**Notes: which q-sum to use for the free-carrier absorption exponent of n-InP**

**Exact answer of the model.** I take one electron at rest in a parabolic band of mass $m_b$, Fröhlich-coupled to a dispersionless LO phonon $\omega$, at $T=0$, in the dipole approximation and to first order in $\alpha$. With $\hbar=m_b=\omega=1$, $|V_q|^2=2\sqrt2\pi\alpha/(Vq^2)$. A field $E\cos\Omega t$ makes the free electron oscillate with amplitude $d=eE/x^2$, where $x=\Omega/\omega$. In the co-moving frame the one-photon part of $V_qe^{-i\mathbf q\cdot\mathbf r}$ has modulus $|V_q|\,|q_x|d/2$, so the rate of absorbing a photon while emitting a phonon is

$$W=2\pi\sum_{\mathbf q}|V_q|^2\frac{q_x^2d^2}{4}\,\delta\!\left(\epsilon-\tfrac12q^2\right)=\frac{\alpha d^2\sqrt{\epsilon}}{3},\qquad \epsilon=x-1 .$$

I used $q_x^2/q^2\to1/3$ and $\int d^3q\,\delta(\epsilon-q^2/2)=4\pi q_0$ with $q_0=\sqrt{2\epsilon}$. Setting $xW=\frac12\mathrm{Re}\,\sigma E^2$ and restoring units gives, per electron,

$$\mathrm{Re}\,\sigma=\frac{2\alpha e^2}{3m_b\omega}\frac{\sqrt{x-1}}{x^3},\qquad x>1,$$

the Gurevich-Lang-Firsov result. It peaks at $x=6/5$. Since $\int_1^\infty\sqrt{x-1}\,x^{-3}dx=\pi/8$, it integrates over $\Omega$ to $(\pi e^2/2m_b)\,\alpha/6$. The local exponent is $p=-d\ln\mathrm{Re}\,\sigma/d\ln x=\frac52-\frac1{2(x-1)}$, which reaches $5/2$ only from below.

**InP inputs.** Compiled values: $m_b=0.0795\,m_e$ and gap 1.4236 eV (0 K, Vurgaftman 2001), $\varepsilon_0=12.34$ and $\varepsilon_\infty=9.6$ (300 K, Rakita 2019), LO 343.6 and TO 307 cm$^{-1}$ (Ioffe Institute). Then $\hbar\omega=42.6$ meV and $\alpha=\sqrt{m_b\mathrm{Ry}/(m_e\hbar\omega)}\,(1/\varepsilon_\infty-1/\varepsilon_0)=0.117$. Taking $\varepsilon_0$ from Lyddane-Sachs-Teller instead gives 0.106; $\alpha$ cancels in $p$. At 10 and 5 µm, $x=2.91$ and $5.82$, with local exponents 2.24 and 2.40. The two-point exponent is $p_{12}=\ln[\mathrm{Re}\,\sigma(10\,\mu\mathrm m)/\mathrm{Re}\,\sigma(5\,\mu\mathrm m)]/\ln2=2.33$, which is 0.17 below $5/2$. A relative deviation of at most $\delta$ in each conductivity shifts it by at most $2\delta/\ln2=2.9\,\delta$.

With real bands the delta function cannot be done by hand, so I test the numerical sums on this model.

**Common form.** Replace $\delta$ by $k(u)/\eta$ with $u=(q^2/2-\epsilon)/\eta$. Let $\phi$ be the unit normal density, so $\eta$ is a standard deviation. Let $S$ be the computed $\mathrm{Re}\,\sigma$ divided by the exact one. Cubic symmetry makes $q_x^2/q^2\to1/3$ exact on a cubic grid too (I assign 1/3 at $q=0$). Only $s=\eta/\epsilon$ and $n=q_0/h$ matter, $h$ being the grid step.

- **G**: grid, $k=\phi$.
- **MP**: grid, first-order Methfessel-Paxton kernel $k=\phi\,(3-u^2)/2$.
- **R**: uniform random points, $k=\phi$.

*Work* is the number of points with $u<5$, one evaluation of energy and coupling each: $N=\frac{4\pi}3n^3(1+5s)^{3/2}$ on a grid. *Memory* is the number of points with $|u|<5$ kept for reuse, $M=\frac{4\pi}3n^3[(1+5s)^{3/2}-(1-5s)_+^{3/2}]\approx20\pi n^3s$ for small $s$. R keeps two accumulators. The cut at 5 costs less than $10^{-5}$. Counts ignore symmetry; the irreducible wedge would divide both grid counts by up to 48.

**Smearing bias.** For $h\to0$, $S=1+B=\int k(u)\sqrt{1+su}\,du$ over $u>-1/s$. Expand the root. For $\phi$ the second moment is 1, so $B_G\approx-s^2/8$. The MP kernel has zero second moment and fourth moment $-3$; with the binomial coefficient $-5/128$ this gives $B_{MP}\approx+15s^4/128$.

**Aliasing.** The grid sum is $S=\sum_{\mathbf m}k(u_{\mathbf m})/(2\pi sn^3)$, with $u_{\mathbf m}=(|\mathbf m|^2/n^2-1)/s$ over integer vectors. Poisson summation turns it into

$$S=1+B+\sum_{\mathbf m\ne0}\frac{\mathrm{Im}\,J(a_{\mathbf m})}{a_{\mathbf m}},\qquad J(a)=\int k(u)\,e^{ia\sqrt{1+su}}du,\qquad a_{\mathbf m}=2\pi n|\mathbf m| .$$

The phase of $J$ turns quickly with frequency, so I count on no cancellation and use the envelope of the six shortest vectors, $A=6|J(a)|/a$ with $a=2\pi n$. Linearising the root gives $A_G\approx(6/a)e^{-b^2/2}$ with $b=\pi ns$, and MP carries an extra factor $1+b^2/2$. This underestimates $A$ once $bs$ nears 1, so the table uses the full integral. The deviation measure is $D=|B|+A$. The next twelve vectors add less than $3\times10^{-4}$ in the coarsest rows and break no target.

**Sampling noise.** For R the single-point variance is $v\approx(1+5s)^{3/2}/(3\sqrt\pi s)-1$, from $\int\phi^2du=1/(2\sqrt\pi)$ and the ball volume. The measure is the root mean square, $D^2=B^2+v/N$.

**Scaling.** Aliasing fixes $b\sim\sqrt{2\ln(1/\delta)}$, so $n=b/\pi s$, $N\propto b^3s^{-3}$ and $M\propto b^3s^{-2}$.

- G: $s\propto\delta^{1/2}$, so $N\propto b^3\delta^{-3/2}$, $M\propto b^3\delta^{-1}$.
- MP: $s\propto\delta^{1/4}$, so $N\propto b^3\delta^{-3/4}$, $M\propto b^3\delta^{-1/2}$.
- R: minimising $N=v/(\delta^2-s^4/64)$ with $v\propto1/s$ gives $|B|=\delta/\sqrt5$ and $N\propto\delta^{-5/2}$, at constant memory.

At fixed $n$, $dD/ds=0$ gives roughly $A=2|B|/b^2$ for G and $4B/b^2$ for MP. My rows are round values guided by this, with $s$ held lower in coarse rows because the ball grows with $s$. They are not exact optima, so I read nothing into cost ratios under 2.

| target $\delta$ | method | $s$ | $n$ | $B$ | $A$ | $D$ | $N$ | $M$ |
|---|---|---|---|---|---|---|---|---|
| $10^{-2}$ | G | 0.25 | 4.5 | $-8.4\times10^{-3}$ | $1.2\times10^{-3}$ | $9.6\times10^{-3}$ | $1.3\times10^3$ | $N$ |
| | MP | 0.35 | 3.6 | $3.4\times10^{-3}$ | $4.8\times10^{-3}$ | $8.2\times10^{-3}$ | $8.9\times10^2$ | $N$ |
| | R | 0.20 | | $-5.2\times10^{-3}$ | $v=1.66$ | $\delta$ | $2.3\times10^4$ | 2 |
| $10^{-3}$ | G | 0.08 | 14 | $-8.0\times10^{-4}$ | $1.7\times10^{-4}$ | $9.7\times10^{-4}$ | $1.9\times10^4$ | $1.4\times10^4$ |
| | MP | 0.25 | 6.25 | $7.5\times10^{-4}$ | $1.5\times10^{-4}$ | $9.0\times10^{-4}$ | $3.5\times10^3$ | $N$ |
| | R | 0.06 | | $-4.5\times10^{-4}$ | $v=3.65$ | $\delta$ | $4.6\times10^6$ | 2 |
| $10^{-4}$ | G | 0.025 | 48 | $-7.8\times10^{-5}$ | $1.7\times10^{-5}$ | $9.5\times10^{-5}$ | $5.5\times10^5$ | $1.7\times10^5$ |
| | MP | 0.15 | 10.5 | $6.8\times10^{-5}$ | $2.6\times10^{-5}$ | $9.3\times10^{-5}$ | $1.1\times10^4$ | $1.1\times10^4$ |
| | R | 0.02 | | $-5.0\times10^{-5}$ | $v=9.85$ | $\delta$ | $1.3\times10^9$ | 2 |

**Cheapest for a stated accuracy.** At $10^{-2}$ the two grids tie (G/MP work ratio 1.4) and R needs 26 times the MP work. At $10^{-3}$ MP is cheapest, by 5.5 over G, and at $10^{-4}$ by 49.

**Best inside a budget**, giving $D$ and, in brackets, $(s,n)$ or $s$:

| evaluations | G | MP | R |
|---|---|---|---|
| $10^3$ | $1.2\times10^{-2}$ (0.25, 4) | $8.2\times10^{-3}$ (0.35, 3.6) | $4.0\times10^{-2}$ (0.25) |
| $1.2\times10^4$ | $1.4\times10^{-3}$ (0.10, 11.5) | $9.3\times10^{-5}$ (0.15, 10.5) | $1.3\times10^{-2}$ (0.20) |

The small budget is a near tie of the grids; the large one goes clearly to MP. A memory limit does not rescue R, because a grid sum can also be streamed into one accumulator if reuse is given up. What R offers is a statistical bar. MP has a price: its kernel is negative for $|u|>\sqrt3$, so it returns a negative conductivity some way below threshold. Close to $x=1$ I would use G.

**How much accuracy the physics deserves.** The model omits three things.

- Nonparabolicity. The final electron carries 81 meV at 10 µm and 205 meV at 5 µm, or 0.057 and 0.144 of the gap. Their difference over $\ln2$ is 0.13; times a coefficient of order one, this rivals the 0.17 shortfall.
- Terms of order $\alpha^2$, including two-phonon emission above $x=2$. Their relative size in $\mathrm{Re}\,\sigma$ is of order $\alpha$.
- Lattice dispersion of the index, $\varepsilon=\varepsilon_\infty(\Omega^2-\omega_L^2)/(\Omega^2-\omega_T^2)$. It raises the exponent of the absorption coefficient by 0.015.

So $\delta=10^{-2}$, at most 0.029 in $p_{12}$, is enough, and $10^{-3}$ (0.003 in $p_{12}$) matters only when comparing band models. I also keep $s$, not $\eta$, equal at both wavelengths: in this model $B$ then cancels in the ratio and only aliasing is left.

**Choice.** MP with $s=0.35$, $n=3.6$, costing $1.8\times10^3$ evaluations for the two wavelengths. At 10 µm, $q_0=0.412$ nm$^{-1}$, so $h=0.114$ nm$^{-1}$ and $\eta=28$ meV. The model's exponent over 5 to 10 µm is 2.33. Its cross-section $\mathrm{Re}\,\sigma/(\epsilon_{\rm vac}c\sqrt{\varepsilon_\infty})$ at 10 µm is $2.9\times10^{-17}$ cm$^2$. A typical room-temperature value for n-InP there is about $5\times10^{-17}$ cm$^2$, so the model lies low by nearly a factor of two, the direction expected when thermal phonons and ionised donors are left out.